Q: I have six localized functions from a density functional calculation of silicon carbide, and their labels have been removed. What are they, and can I put the labels back?

Wannier functions of the filled bands of SiC (P6_3mc, 8 atoms per cell), calculated with GPAW 26.7.0 using the TPSS functional, PAW data sets (gpaw-data 1.2.1), an 800 eV plane-wave cutoff and a 7×7×2 k mesh. The functions were built with ASE from an SCDM start on a 4×4×2 k mesh, and their centres are given as fractions of the cell edges. Candidates: 9, 12, 3, 2, 6, 13.

```
row  function a (fractional)  function b (fractional)  function c (fractional)  function spread (angstrom^2)
  A                    0.782                    0.564                    0.729                         1.178
  B                    0.883                    0.768                    0.979                         1.181
  C                    0.217                    0.437                    0.229                         1.177
  D                    0.437                    0.218                    0.729                         1.178
  E                    0.998                    0.002                    0.063                         1.259
  F                    0.116                    0.232                    0.479                         1.182
```

A: They are Wannier functions, which repackage the filled electronic states of the crystal into compact functions that each hold one electron pair. The columns function a, function b and function c give the centre of each as fractions of the three cell edges. Function spread is the mean square extent of the function about that centre. The candidate labels are serial numbers in a list, and no physics connects a serial number to a position. What you can work out is more useful: which bond each function describes.

Q: Why should they be bonds at all?

A: Count the electrons. Four silicon and four carbon atoms bring 32 valence electrons, which make 16 pairs. Each of the four carbons has four silicon neighbours, so the cell also has 16 bonds. One pair per bond is the natural guess, and the positions can test it.

Q: Where do I start with the positions?

A: With the symmetry. In this hexagonal crystal every atom lies on a threefold axis running along c, and these axes pass through (0, 0), (1/3, 2/3) and (2/3, 1/3) in the plane of a and b. A bond along c must have its centre on such an axis, while the other three bonds of an atom, called basal here, lean away from it. Now look at function E. Its a and b are 0.998 and 0.002, which is a corner of the cell within about 0.01 Å, so it is a bond along c.

Q: And the other five?

A: Each lies about 0.6 Å from one axis, on the line towards a neighbouring axis. That is what a basal bond does: it leads from an atom on one axis to an atom on the next. The centre isn't halfway, though. It is about a third of the way across, so each function clearly belongs more to one atom than to the other.

Q: To the carbon, I suppose?

A: Yes. Carbon is the more electronegative of the two and draws the shared pair towards itself. The coordinates of the centres alone would also suit a cluster around silicon, so this step rests on chemistry. The same calculation confirms it, because the nearest atom to every one of its Wannier centres is a carbon. In diamond, by contrast, both ends of a bond are alike and symmetry puts the centre exactly in the middle.

Q: Can I check that the centres really surround a carbon like the corners of a tetrahedron?

A: Take E and B. Both lie near the axis through the cell corner, and B at height 0.979 is just below E at 0.063 in the next cell up. The difference is 0.084 of the c edge, which is 10.07 Å long, so the height gap is 0.846 Å. Suppose that both centres sit at the same distance d from their carbon, in ideal tetrahedral directions. E is then d above the carbon and B is d/3 below it:

d + d/3 = 0.846 Å

d = 0.63 Å

sideways shift of B = d × √8/3 = 0.60 Å

The table puts B 0.62 Å from the axis, about 3% more than this estimate. Only the height gap went into it, so the sideways shift is a real test of the tetrahedral picture. The distance d is about a third of the 1.88 Å bond, in line with what you saw in the plane.

Q: How does that tell me which carbon each function belongs to?

A: The carbon lies a quarter of the height gap above its basal centres, which is 0.021 of the c edge. Add this to the height of B and you reach 1.00, the bottom layer of the next cell, so B and E share a carbon up to a repeat of the lattice. The same step puts the carbon of function C at height 1/4, that of F at 1/2, and that of A and D at 3/4. A and D are thus two different bonds of one carbon.

Q: What about the directions of the basal bonds?

A: Subtract the position of the axis from the centre. For A and F both shifts are positive, and the shift along b is twice that along a. In the plane, B and C point the opposite way. D also has two negative shifts, but its larger one is along a. With layer and direction known, every one of the six is tied to a single bond in the cell.

Q: Which of these assignments are sure?

A: That E is a c-axis bond and the others are basal is sure from the positions. The spread can't show a direction, but it also sets E apart: it is 0.077 Å² above the largest of the other five, which lie within 0.005 Å² of each other. The layers and directions are equally firm once the origin and the axes of the cell are fixed. Without them, some functions can't be told apart. Half a turn about the c axis plus a shift of half a cell carries C onto A and B onto F, so each of these pairs consists of two different bonds that symmetry makes equivalent.

Q: And the serial numbers?

A: They stay ambiguous for all six. Exchange two numbers in the list and the crystal is unchanged. If you paired letters with numbers now, you would be guessing, so look them up.

The rows with their labels:

```
row  function a (fractional)  function b (fractional)  function c (fractional)  function spread (angstrom^2)
  1                    0.112                    0.889                    0.479                         1.154
  2                    0.782                    0.564                    0.729                         1.178
  3                    0.116                    0.232                    0.479                         1.182
  4                    0.768                    0.884                    0.479                         1.181
  5                    0.224                    0.778                    0.229                         1.155
  6                    0.883                    0.768                    0.979                         1.181
  7                    0.563                    0.782                    0.229                         1.178
  8                    0.670                    0.330                    0.813                         1.257
  9                    0.437                    0.218                    0.729                         1.178
 10                    0.232                    0.115                    0.979                         1.182
 11                    0.890                    0.112                    0.979                         1.155
 12                    0.998                    0.002                    0.063                         1.259
 13                    0.217                    0.437                    0.229                         1.177
 14                    0.777                    0.223                    0.729                         1.155
 15                    0.330                    0.670                    0.313                         1.257
 16                    0.002                    0.998                    0.563                         1.259
```

A: Function A is row 2, B is row 6, C is row 13, D is row 9, E is row 12 and F is row 3. What you can judge is the bond picture, and the full list supports it. There are four functions on the axes and twelve beside them, which is one c-axis bond and three basal bonds for each carbon. The program output below gives the carbon layer and the distance from the axis for every row.

Q: Rows 1, 5, 11 and 14 have smaller spreads than the other basal functions. Are those bonds stronger?

A: No. Each carbon has one such function, and seen along c it always points along the diagonal on which a and b change by equal and opposite amounts. A third of a turn about the carbon's own axis carries that bond into one of the other two, and a second such turn carries it into the last, so the crystal treats all three alike. Yet the four average 1.155 Å² and the other eight 1.180 Å². This difference of 0.025 Å² is an artefact of how the Wannier functions were constructed.

Q: Where could it come from?

A: The spread is calculated from how the electronic states overlap between neighbouring points of a mesh in reciprocal space. If the chosen directions between those points lack the threefold symmetry of the crystal, one bond direction is treated differently from the other two. That fits the pattern, but it has not been tested here. None of your six functions was of this kind, which is why the basal ones looked so uniform.

Q: Then can I trust the larger spread of the c-axis bonds?

A: As a marker within this calculation, yes: all four c-axis functions are wider than all twelve basal ones. On average the difference is 0.087 Å², over three times the artificial split. Symmetry also allows it, because no operation of this crystal turns a c-axis bond into a basal one. In the cubic form of silicon carbide all four bonds of an atom are equivalent, and any such difference would have to be an error.

Q: So the c-axis bonds are more diffuse?

A: That goes further than these numbers do. The mesh used for the Wannier functions samples the a and c directions differently, and calculated spreads depend on the sampling. A denser mesh might shrink the difference, and only such a run could show how much of it belongs to the material. I would not read a weaker or softer bond into it.

Q: If I get such a list for another compound, what should I do first?

A: Compare the number of electron pairs with the number of bonds, then place each centre relative to the atoms. A centre near the middle of a bond suggests that the pair is shared about equally, and a clear shift towards one end points to the atom that draws it more strongly. Before you interpret a difference in spread, compare functions that symmetry makes equal. Any disagreement between them is an artefact, though other errors may be larger. Here it would have misled anyone who ranked the basal bonds by spread.

Numerical output:

```
Place of each function:
  row  shift along a (fraction)  shift along b (fraction)  distance from threefold axis (angstrom)  inferred carbon height (fraction of c)
    1                     0.112                    -0.111                                   0.5941                                     0.5
    2                    0.1153                    0.2307                                   0.6145                                    0.75
    3                     0.116                     0.232                                    0.618                                     0.5
    4                    -0.232                    -0.116                                    0.618                                     0.5
    5                   -0.1093                    0.1113                                   0.5878                                    0.25
    6                    -0.117                    -0.232                                    0.618                                       1
    7                    0.2297                    0.1153                                   0.6118                                    0.25
    8                  0.003333                 -0.003333                                  0.01776                                    0.75
    9                   -0.2297                   -0.1153                                   0.6118                                    0.75
   10                     0.232                     0.115                                    0.618                                       1
   11                     -0.11                     0.112                                   0.5914                                       1
   12                    -0.002                     0.002                                  0.01066                               2.776e-17
   13                   -0.1163                   -0.2297                                   0.6118                                    0.25
   14                    0.1103                   -0.1103                                   0.5878                                    0.75
   15                 -0.003333                  0.003333                                  0.01776                                    0.25
   16                     0.002                    -0.002                                  0.01066                                     0.5
Height gap between c-axis function 12 and basal function 6 (angstrom): 0.846
Distance of centre from carbon if tetrahedral (angstrom): 0.6345
That distance as share of the 1.88 angstrom bond: 0.3375
Sideways shift expected from the height gap (angstrom): 0.5982
Sideways shift of function 6 in the table (angstrom): 0.618
Number of c-axis functions among all 16: 4
Number of basal functions among all 16: 12
Spread of function 12 less that of function 3, the widest basal one of the six (angstrom^2): 0.077
Spread range of the five basal functions of the six (angstrom^2): 0.005
Mean spread of c-axis functions (angstrom^2): 1.258
Mean spread of basal functions along a-b (angstrom^2): 1.155
Mean spread of the other eight basal functions (angstrom^2): 1.18
Artificial split within the basal functions (angstrom^2): 0.02487
Mean c-axis spread less mean basal spread (angstrom^2): 0.08667
Screw-axis mismatch of functions 2 and 13 along a (fraction): 0.001
Screw-axis mismatch of functions 3 and 6 along a (fraction): 0.001
Sum of all spreads (angstrom^2): 19.09
```
